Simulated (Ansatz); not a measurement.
## From the elastic tensor of Si at 8 GPa (stress–strain coefficients) to moduli and sound speeds

Computed with Ansatz, DFT LDA, scalar-relativistic, plane waves, PAW. Settings: 420 eV plane-wave cutoff, Γ-centred 12×12×12 mesh, fixed occupations. No spin polarisation.

The structure is cubic, space group Fd-3m (No. 227). Conventional cell: a = 5.275 Å, b = 5.275 Å, c = 5.275 Å, α = 90.00°, β = 90.00°, γ = 90.00°. Si (site symmetry -43m) has 4 Si at 2.28 Å as nearest neighbours.

At this pressure the crystal is close to a known change of phase. The bands were filled as in an insulator; under compression the gap may have closed between mesh points.

Relaxed-ion constants (GPa, on the Cartesian axes of the calculation):
C11 = 192.1, C12 = 96.9, C13 = 96.9, C22 = 192.1, C23 = 96.9, C33 = 192.1, C44 = 78.2, C55 = 78.2, C66 = 78.2 GPa; the others vanish.

Density 2.541 g/cm³; 2 atoms in 36.70 Å³.

The values that follow are for a polycrystal of randomly turned grains, by Hill's mean where one number stands.

With S = C⁻¹: B_V = (C11+C22+C33+2(C12+C13+C23))/9, G_V = (C11+C22+C33−C12−C13−C23+3(C44+C55+C66))/15, 1/B_R = S11+S22+S33+2(S12+S13+S23), 15/G_R = 4(S11+S22+S33−S12−S13−S23)+3(S44+S55+S66); Hill is their mean. Then v_l = √((B+4G/3)/ρ), v_t = √(G/ρ), v_m = [(2/v_t³+1/v_l³)/3]^(−1/3) and Θ = (ħ/k_B)·v_m·(6π²n/V)^(1/3) for n atoms in the volume V; E = 9BG/(3B+G), ν = (3B−2G)/(2(3B+G)) and A^U = 5G_V/G_R + B_V/B_R − 6.

```
Bulk modulus, Voigt / Reuss / Hill          : 128.6 / 128.6 / 128.6 GPa
Shear modulus, Voigt / Reuss / Hill         : 66.0 / 62.2 / 64.1 GPa
Young's modulus                             : 165 GPa
Poisson ratio                               : 0.286
Pugh ratio B/G                              : 2.01
Universal anisotropy index                  : 0.30
Longitudinal and transverse sound speeds    : 9178 and 5022 m/s
Debye temperature from the mean sound speed : 632 K
```

Cost: 1 run of about 0.49 core-minutes, on Intel Xeon Platinum 8375C (Ice Lake) (shared hosts).

The elastic constants satisfy the cubic stability conditions, so the diamond lattice still resists every small homogeneous strain at this pressure. Resistance to shear comes from the directional sp³ bonds, which oppose bending as well as stretching. C44 exceeds half the difference between C11 and C12, making the crystal stiffest under uniaxial load along ⟨111⟩, the bond direction, and softer to tetragonal shear, the kind of distortion that leads towards β-tin.

C12 lies above C44, the reverse of the order known for silicon at ambient pressure. This need not signal metallic bonding, since the applied pressure itself raises C12 relative to C44 in stress–strain coefficients. Likewise, the Pugh ratio of 2.01 would count as ductile by the usual empirical rule, but it probably reflects a bulk modulus that stiffens faster than the shear modulus under compression, not easy dislocation glide. Elastic stability does not make diamond the phase of lowest enthalpy here, because the transformation to β-tin is first-order and can become favourable before any shear modulus vanishes.
